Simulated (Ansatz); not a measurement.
# PbO3: the change of pressure and energy above lowest point with volume per atom

Equation of state of a cubic crystal from periodic Kohn-Sham density functional theory without spin; pressure corrected for the finite basis. The results are calculated, by Ansatz 0.2.0 development build.

Cell of the first row (space group Pm-3m, No. 221):
```
PbO3
1.0
      4.2085     0.0000     0.0000
      0.0000     4.2085     0.0000
      0.0000     0.0000     4.2085
Pb O
1 3
Direct
  0.00000 0.00000 0.00000
  0.50000 0.00000 0.00000
  0.00000 0.50000 0.00000
  0.00000 0.00000 0.50000
```

Settings of every row: formula PbO3; structure type ReO3; functional PBE; spin treatment none; k mesh 13x13x13; occupation method fermi-dirac; occupation width 0.061225619 eV; wave cutoff 420 eV; datasets soft-1 PAW; density cutoff ratio 4.

Limits: a cubic model structure, not a phase known at ambient conditions; modest k-mesh, values are not fully converged in k; no spin polarisation, a magnetic state may lie lower; no spin-orbit coupling with 6p elements.

| row | volume per atom (Å³) | pressure (GPa) | energy above lowest point (meV/atom) |
| --- | --- | --- | --- |
| 1 | 18.635 | 4.141 | 14.19 |
| 2 | 19.032 | ? | ? |
| 3 | 19.428 | 1.17 | 1.33 |
| 4 | 19.825 | -0.085 | 0 |
| 5 | 20.221 | -1.226 | 1.65 |
| 6 | 20.617 | -2.273 | 5.99 |
| 7 | 21.014 | -3.239 | 12.82 |

Question: what pressure and energy above lowest point should row 2 give?

Worked fit of pressure. Take u = (V_r/V)^(2/3) − 1 with V_r = 20.023 Å³ an atom, which is twice the finite (Eulerian) strain; such expansions in the strain, on which the Birch-Murnaghan equation of state is built, carry the rest volume and the bulk modulus. The shown rows have u = 0.04906, 0.02031, 0.00665, -0.00654, -0.0193, -0.03169. Least squares give pressure = −0.6701 + 86.36 × u + 194.63 × u² + 894.7 × u³ GPa; a parabola predicts inner rows, each left out in turn, worse (root mean square 0.018 against 0.0042 GPa). The rows lie off it by 0.000, -0.002, 0.002, 0.001, -0.002, 0.001. The pressure vanishes at u = 0.0076, or V = 19.8 Å³ an atom, and there the bulk modulus at fixed shape and fractions is B = −V dP/dV = (2/3)(1 + u) dP/du = 60.1 GPa. The withheld row has u = 0.03442, so the fit gives −0.6701 + 86.36 × (0.03442) + 194.63 × (0.03442)² + 894.7 × (0.03442)³ = 2.569 GPa.

The calculation gave 2.571 GPa. The fit lies 0.002 GPa (0.027 % of the column's range) below it; its largest miss of a shown row is 0.002 GPa.

Worked fit of energy above lowest point. Take u = (V_r/V)^(2/3) − 1 with V_r = 20.023 Å³ an atom, which is twice the finite (Eulerian) strain; such expansions in the strain, on which the Birch-Murnaghan equation of state is built, carry the rest volume and the bulk modulus. The shown rows have u = 0.04906, 0.02031, 0.00665, -0.00654, -0.0193, -0.03169. Least squares give energy above lowest point = 0.468 − 125.8 × u + 8303.3 × u² − 779 × u³ meV/atom; a parabola predicts inner rows, each left out in turn, worse (root mean square 0.015 against 0.0069 meV/atom). All shown rows lie on it to the printed digit. Its lowest point lies at u = 0.0076, or V = 19.8 Å³ an atom, and the curvature there gives the bulk modulus at fixed shape and fractions, B = (4/9)(1 + u)² E″(u)/V = 60.5 GPa. The withheld row has u = 0.03442, so the fit gives 0.468 − 125.8 × (0.03442) + 8303.3 × (0.03442)² − 779 × (0.03442)³ = 5.94 meV/atom.

The calculation gave 5.92 meV/atom. The fit lies 0.02 meV/atom (0.14 % of the column's range) above it; its largest miss of a shown row is 0.00 meV/atom.
